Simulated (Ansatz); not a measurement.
# Pb: pressure and energy less free atoms against volume scale

Periodic Kohn-Sham DFT of a crystal at fixed atoms, scaled to volume_scale times the given cell; pressure positive in compression, energy less spherical unpolarised free atoms, largest_vzz the field gradient of largest size among the nuclei. The results are calculated, by Ansatz 0.2.0.

The cell before it is scaled or strained (space group P6_3/mmc, No. 194):
```
CELL_PARAMETERS angstrom
3.48000 0.00000 0.00000
-1.74000 3.01380 0.00000
0.00000 0.00000 5.59000
ATOMIC_POSITIONS crystal
Pb 0.33333 0.66667 0.25000
Pb 0.66667 0.33333 0.75000
```

Settings of every row: method all-electron LAPW; functional PBEsol; relativity scalar; k mesh 14x14x8; filling fermi-dirac; smearing width 0.08 eV; basis error target 0.5 meV/atom; nucleus gaussian.

Atom start moment: 0 on all atoms.

Limits: no spin-orbit coupling on heavy atoms.

| row | volume scale | V (Å³/atom) | pressure (GPa) | energy less free atoms (eV/atom) |
| --- | --- | --- | --- | --- |
| 1 | 0.94 | 27.555 | 4.702 | -3.9432 |
| 2 | 0.96 | 28.141 | ? | ? |
| 3 | 0.98 | 28.728 | 2.09 | -3.9677 |
| 4 | 0.99 | 29.021 | 1.527 | -3.971 |
| 5 | 1 | 29.314 | 0.996 | -3.9733 |
| 6 | 1.01 | 29.607 | 0.495 | -3.9747 |
| 7 | 1.02 | 29.9 | 0.022 | -3.9751 |
| 8 | 1.04 | 30.487 | -0.846 | -3.9736 |
| 9 | 1.06 | 31.073 | -1.62 | -3.969 |

Question: what pressure and energy less free atoms should row 2 give?

Worked fit of pressure. Take u = (V_r/V)^(2/3) − 1 with V_r = 29.46 Å³ an atom, which is twice the finite (Eulerian) strain; such expansions in the strain, on which the Birch-Murnaghan equation of state is built, carry the rest volume and the bulk modulus. The shown rows have u = 0.04557, 0.01692, 0.01006, 0.00332, -0.00331, -0.00983, -0.02259, -0.03491. Least squares give pressure = 0.7427 + 75.544 × u + 235.65 × u² + 290 × u³ GPa; a parabola predicts inner rows, each left out in turn, worse (root mean square 0.0043 against 0.00079 GPa). The rows lie off it by 0.000, 0.000, 0.000, 0.000, 0.000, -0.001, 0.001, 0.000. The pressure vanishes at u = -0.0101, or V = 29.91 Å³ an atom, and there the bulk modulus at fixed shape and fractions is B = −V dP/dV = (2/3)(1 + u) dP/du = 46.8 GPa. Letting shape and atoms relax would as a rule lower it, by much in layered, chain or molecular crystals. The withheld row has u = 0.03101, so the fit gives 0.7427 + 75.544 × (0.03101) + 235.65 × (0.03101)² + 290 × (0.03101)³ = 3.321 GPa.

The calculation gave 3.319 GPa. The fit lies 0.002 GPa (0.032 % of the column's range) above it; its largest miss of a shown row is 0.001 GPa.

Worked fit of energy less free atoms. Take u = (V_r/V)^(2/3) − 1 with V_r = 29.46 Å³ an atom, which is twice the finite (Eulerian) strain; such expansions in the strain, on which the Birch-Murnaghan equation of state is built, carry the rest volume and the bulk modulus. The shown rows have u = 0.04557, 0.01692, 0.01006, 0.00332, -0.00331, -0.00983, -0.02259, -0.03491. Least squares give energy less free atoms = −3.9741 + 0.2051 × u + 10.197 × u² + 4 × u³ eV/atom; a parabola predicts inner rows, each left out in turn, worse (root mean square 6.6e-05 against 3.3e-05 eV/atom). All shown rows lie on it to the printed digit. Its lowest point lies at u = -0.0101, or V = 29.91 Å³ an atom, and the curvature there gives the bulk modulus at fixed shape and fractions, B = (4/9)(1 + u)² E″(u)/V = 47 GPa. Letting shape and atoms relax would as a rule lower it, by much in layered, chain or molecular crystals. The withheld row has u = 0.03101, so the fit gives −3.9741 + 0.2051 × (0.03101) + 10.197 × (0.03101)² + 4 × (0.03101)³ = -3.9578 eV/atom.

The calculation gave -3.9578 eV/atom. The fit meets it to the printed digit.
